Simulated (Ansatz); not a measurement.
## Cu: pressure and energy above lowest point against volume scale

Free energy against uniform scaling of the volume at fixed shape and fractions; periodic cell, basis, potentials, k mesh and filling as listed. The results are calculated, by Ansatz 0.2.0.

The cell before it is scaled or strained (space group Fm-3m, No. 225):
```
CELL_PARAMETERS angstrom
0.00000 1.80750 1.80750
1.80750 0.00000 1.80750
1.80750 1.80750 0.00000
ATOMIC_POSITIONS crystal
Cu 0.00000 0.00000 0.00000
```

Settings of every row: functional PBEsol; dispersion none; potentials PAW; wave cutoff 500 eV; density cutoff 2000 eV; k mesh 14x14x14; k shift 0x0x0; occupations fermi dirac; smearing width 0.1 eV; spin none.

Limits: coarse k mesh, up to 40 meV an atom off.

| row | volume scale | V (Å³/atom) | pressure (GPa) | energy above lowest point (meV/atom) |
| --- | --- | --- | --- | --- |
| 1 | 0.88 | 10.393 | 17.73 | 47 |
| 2 | 0.92 | 10.866 | 7.6 | 10.3 |
| 3 | 0.96 | 11.338 | -0.3 | 0 |
| 4 | 1 | 11.81 | -6.45 | 10.3 |
| 5 | 1.04 | 12.283 | -11.22 | 36.7 |
| 6 | 1.08 | 12.755 | ? | ? |
| 7 | 1.12 | 13.228 | -17.74 | 123.8 |

Question: what pressure and energy above lowest point should row 6 give?

Worked fit of pressure. Take u = (V_r/V)^(2/3) − 1 with V_r = 11.574 Å³ an atom, which is twice the finite (Eulerian) strain; such expansions in the strain, on which the Birch-Murnaghan equation of state is built, carry the rest volume and the bulk modulus. The shown rows have u = 0.07439, 0.04298, 0.01383, -0.01337, -0.03886, -0.0852. Least squares give pressure = −3.563 + 225.54 × u + 759.4 × u² + 764 × u³ GPa; a parabola predicts inner rows, each left out in turn, worse (root mean square 0.12 against 0.012 GPa). The rows lie off it by 0.00, 0.01, 0.00, -0.01, 0.01, 0.00. The pressure vanishes at u = 0.0150, or V = 11.32 Å³ an atom, and there the bulk modulus at fixed shape and fractions is B = −V dP/dV = (2/3)(1 + u) dP/du = 168 GPa. The withheld row has u = -0.06272, so the fit gives −3.563 + 225.54 × (-0.06272) + 759.4 × (-0.06272)² + 764 × (-0.06272)³ = -14.91 GPa.

The calculation gave -14.91 GPa. The fit meets it to the printed digit.

Worked fit of energy above lowest point. Take u = (V_r/V)^(2/3) − 1 with V_r = 11.574 Å³ an atom, which is twice the finite (Eulerian) strain; such expansions in the strain, on which the Birch-Murnaghan equation of state is built, carry the rest volume and the bulk modulus. The shown rows have u = 0.07439, 0.04298, 0.01383, -0.01337, -0.03886, -0.0852. Least squares give energy above lowest point = 2.92 − 385.7 × u + 12674 × u² + 6433 × u³ meV/atom; a parabola predicts inner rows, each left out in turn, worse (root mean square 1 against 0.068 meV/atom). All shown rows lie on it to the printed digit. Its lowest point lies at u = 0.0150, or V = 11.32 Å³ an atom, and the curvature there gives the bulk modulus at fixed shape and fractions, B = (4/9)(1 + u)² E″(u)/V = 168 GPa. The withheld row has u = -0.06272, so the fit gives 2.92 − 385.7 × (-0.06272) + 12674 × (-0.06272)² + 6433 × (-0.06272)³ = 75.4 meV/atom.

The calculation gave 75.4 meV/atom. The fit meets it to the printed digit.
